The row for Y looks wrong. Its nearest level below the Fermi level has an outer orbital weight of 0.08, and its nearest level above has 0.86. The two lie only 0.09 eV apart, yet one almost avoids the surface and the other lives there. To judge how odd this is, we need to know what weight an ordinary level would have, one that simply runs through the whole slab.

Kohn-Sham levels of a relaxed 12-plane Si2W (101) slab, computed with Ansatz 0.2.0 using PBE with spin-orbit coupling, PAW, a 420 eV plane-wave cutoff, an 11x8x1 k mesh and 0.1 eV Gaussian smearing. b1 and a1 are the nearest levels below and above the Fermi level; weights are Löwdin shares on the two outer planes of both faces together, not renormalised.

| point label | point a (reciprocal cell vectors) | point b (reciprocal cell vectors) | level b1 from the Fermi level (eV) | outer orbital weight b1 | level a1 from the Fermi level (eV) | outer orbital weight a1 |
| --- | --- | --- | --- | --- | --- | --- |
| X | 0.5000 | 0.0000 | -0.200 | 0.780 | 0.070 | 0.600 |
| between | 0.4167 | 0.0000 | -0.110 | 0.560 | 1.580 | 0.420 |
| between | 0.3333 | 0.0000 | -0.480 | 0.670 | 1.470 | 0.410 |
| between | 0.2500 | 0.0000 | -0.400 | 0.740 | 1.590 | 0.340 |
| between | 0.1667 | 0.0000 | -0.440 | 0.720 | 0.010 | 0.610 |
| between | 0.0833 | 0.0000 | -0.500 | 0.320 | 0.000 | 0.650 |
| G | 0.0000 | 0.0000 | -0.290 | 0.260 | 0.280 | 0.680 |
| between | 0.0000 | 0.0833 | -0.140 | 0.280 | 0.260 | 0.660 |
| between | 0.0000 | 0.1667 | -0.700 | 0.560 | 0.060 | 0.250 |
| between | 0.0000 | 0.2500 | -0.650 | 0.670 | 0.130 | 0.450 |
| between | 0.0000 | 0.3333 | -0.460 | 0.740 | 0.130 | 0.500 |
| between | 0.0000 | 0.4167 | -0.210 | 0.640 | 0.110 | 0.440 |
| Y | 0.0000 | 0.5000 | -0.050 | 0.080 | 0.040 | 0.860 |
| between | 0.0833 | 0.5000 | -0.140 | 0.360 | 0.000 | 0.560 |
| between | 0.1667 | 0.5000 | -0.050 | 0.510 | 0.250 | 0.550 |
| between | 0.2500 | 0.5000 | -0.090 | 0.650 | 0.150 | 0.550 |
| between | 0.3333 | 0.5000 | -0.270 | 0.730 | 0.060 | 0.500 |
| between | 0.4167 | 0.5000 | -0.240 | 0.780 | 0.050 | 0.540 |
| S | 0.5000 | 0.5000 | -0.200 | 0.780 | 0.070 | 0.600 |
| between | 0.4167 | 0.4167 | -0.050 | 0.750 | 0.220 | 0.610 |
| between | 0.3333 | 0.3333 | -0.100 | 0.270 | 0.280 | 0.730 |
| between | 0.2500 | 0.2500 | -0.090 | 0.650 | 0.150 | 0.540 |
| between | 0.1667 | 0.1667 | -0.280 | 0.510 | 0.130 | 0.560 |
| between | 0.0833 | 0.0833 | -0.030 | 0.660 | 0.670 | 0.500 |

**What is being counted.** The outer orbital weight is the share of a level found on atomic orbitals of the two outermost planes at each face, both faces added. The weights are not renormalised, so any part of a level that spills into the vacuum or into orbitals missing from the set is lost from the count. The slab is relaxed but not reconstructed, and consists of four layers, each stacked Si-W-Si. The counted planes therefore hold one Si and one W at the top, and the same at the bottom. That is two of the four W atoms, but only two of the eight Si atoms.

**First estimate: count the W atoms.** Levels near the Fermi level of this silicide are taken here to be mainly W 5d. A level spread evenly over the W atoms then has an outer weight of $2/4 = 0.5$. A weight of one half is thus no sign of a surface state, although it may sound like a lot. In a slab this thin, half of the W atoms belong to the outer layers.

**Second estimate: how far a level may stray from one half.** An electron that hops from layer to layer is reflected at both faces and forms a standing wave, like a string held at its ends. Let $j = 1$ to $4$ number the layers and $m = 1$ to $4$ the waves. If all layers are alike and equally coupled, the amplitude on layer $j$ is proportional to $\sin(\pi m j/5)$. The wave vanishes at $j = 0$ and $j = 5$, where the next layers would have been.

The outer weight is the squared amplitude on layers 1 and 4 divided by the sum over all four. By symmetry, one outer and one inner layer suffice. For $m = 1$ the squares are $\sin^2 36^\circ \approx 0.35$ outside and $\sin^2 72^\circ \approx 0.90$ inside:

$$w = \frac{0.35}{0.35 + 0.90} \approx 0.28 .$$

For $m = 2$ the two squares change places, and $w \approx 0.72$. The waves $m = 3$ and $m = 4$ repeat these two values. The rule of thumb is therefore **0.5, give or take 0.22**. It follows from the stacking and the assumed W 5d character, and has no fitted constant.

**A row where the rule serves: G, the zone centre.** The rule gives a range from 0.28 to 0.72. The calculation gives 0.26 for the nearest level below the Fermi level and 0.68 for the nearest level above. These are close to the two standing-wave values, so neither level needs a special surface effect to explain its weight. The rule could not have said in advance which of the two would be the outer one.

**A row where the rule fails: Y.** The same range applies, but 0.08 lies about 0.20 below it and 0.86 about 0.14 above it. A chain of equal layers with one orbital each, coupled only to their neighbours, cannot produce such a separation. At least one of these conditions must therefore fail. The outer layers may differ from the inner ones, electrons may hop past the next layer, or several orbitals per layer may act together, which can bind a state to a face even when all layers are alike. Weight lost from the count could explain part of the low value, but not the high one.

Theory offers a plain reason for the first possibility. An outer layer has lost its neighbours on one side, so its orbitals sit at a somewhat different energy from those inside. Hopping between layers works against this difference by mixing outer and inner orbitals. Where hopping is strong, the levels remain standing waves; where it is weak, they sort themselves into outer and inner ones.

The small energy gap at Y is compatible with weak hopping, though it does not prove it. Two states that mix end up at least twice their coupling apart, so two levels 0.09 eV apart can be coupled by no more than about 0.045 eV in a simple two-state picture. The coupling may be weak because contributions from different neighbours cancel at this point of the zone. But if the two levels differ in symmetry, they cannot mix at all, and their closeness says nothing about the hopping. The weights alone do not settle which of these holds.

**How good the rule is over the table.** It was compared with both levels at the 22 points that differ by symmetry; the output after this text gives the details. The typical (root-mean-square) miss of the value 0.5 is 0.21 for the level below and 0.14 for the level above. Counting all atoms alike, 4 of 12, does clearly worse. The best adjusted constant hardly improves on one half, so what remains is real variation from level to level.

The range itself holds up fairly well. Twelve of the 44 weights fall outside it, but away from Y none does so by more than 0.06. This is a mild test, since the range covers nearly half of all possible values. The scatter of the level below is also close to the expected 0.22, while that of the level above is clearly smaller.

**Where the picture is too simple.** Strictly, four equal layers allow only the values 0.28 and 0.72, yet many of the computed weights lie between them. Real levels combine several W orbitals with some Si. If the faces, or the hopping between unlike orbitals, mix different standing waves, the weight can fall in the middle. The chain of layers is therefore a guide to the range and not a description of each level.

Silicon shifts the estimate as well. The inner Si atom of each outer layer is not counted, so a Si share $s$, split evenly within the layers, multiplies the estimate by $1 - s/2$. An assumed share of 0.3 would lower the upper value from 0.72 to about 0.62. The computed weights nevertheless average about 0.55, slightly above one half. The levels listed here thus lean a little towards the outer layers, though the excess is small beside their scatter.

The rule also cannot be used to follow a curve from row to row. The columns list whichever level is nearest to the Fermi level, and that may belong to a different band at the next point. Between two neighbouring points on the line from G to X, for example, the nearest level above jumps from 0.010 to 1.590 eV. The rule estimates the weight of a level picked at random, not its change along a line.

**Using it for another thickness.** For $N$ equal layers with one W each, the even share is $2/N$, and the standing waves have

$$w = \frac{4}{N+1}\,\sin^2\frac{\pi m}{N+1} .$$

No standing wave can then exceed $4/(N+1)$, a limit that falls as the slab grows. A true surface state keeps its outer weight, because it decays within a few layers of the face. In the present slab, a weight between about 0.3 and 0.7 is no evidence for a surface state, and a value slightly above 0.7 is weak evidence. The run also carries a warning that the exchange-correlation potential is rough where the density is thin, which may affect levels that reach into the vacuum. Only the upper level at Y stands well clear, and whether its 0.86 would survive in a slab twice as thick is the question that decides what it is.

Output of the analysis:

```
independent points: 22
standing wave, low outer weight: 0.2764
standing wave, high outer weight: 0.7236
expected scatter about one half: 0.2236
mean outer weight, nearest level below: 0.5564
mean outer weight, nearest level above: 0.5441
rms miss of 0.5, level below: 0.2085
rms miss of 0.5, level above: 0.1381
rms miss of 0.5, both levels pooled: 0.1768
rms miss of equal-atom count 4/12, both levels pooled: 0.2753
rms left by the best fitted constant, level below: 0.2007
rms left by the best fitted constant, level above: 0.1309
levels below outside the standing-wave range (of 22): 9
levels above outside the standing-wave range (of 22): 3
largest excursion beyond the range without Y, level below: 0.05639
largest excursion beyond the range without Y, level above: 0.02639
Gamma, computed less 0.5, level below: -0.24
Gamma, computed less 0.5, level above: 0.18
Y, computed less 0.5, level below: -0.42
Y, computed less 0.5, level above: 0.36
Y, excursion beyond the range, level below: 0.1964
Y, excursion beyond the range, level above: 0.1364
X, computed less high standing-wave value, level below: 0.05639
even-spread estimate for an assumed Si share of 0.3: 0.425
high standing-wave estimate for an assumed Si share of 0.3: 0.6151
```
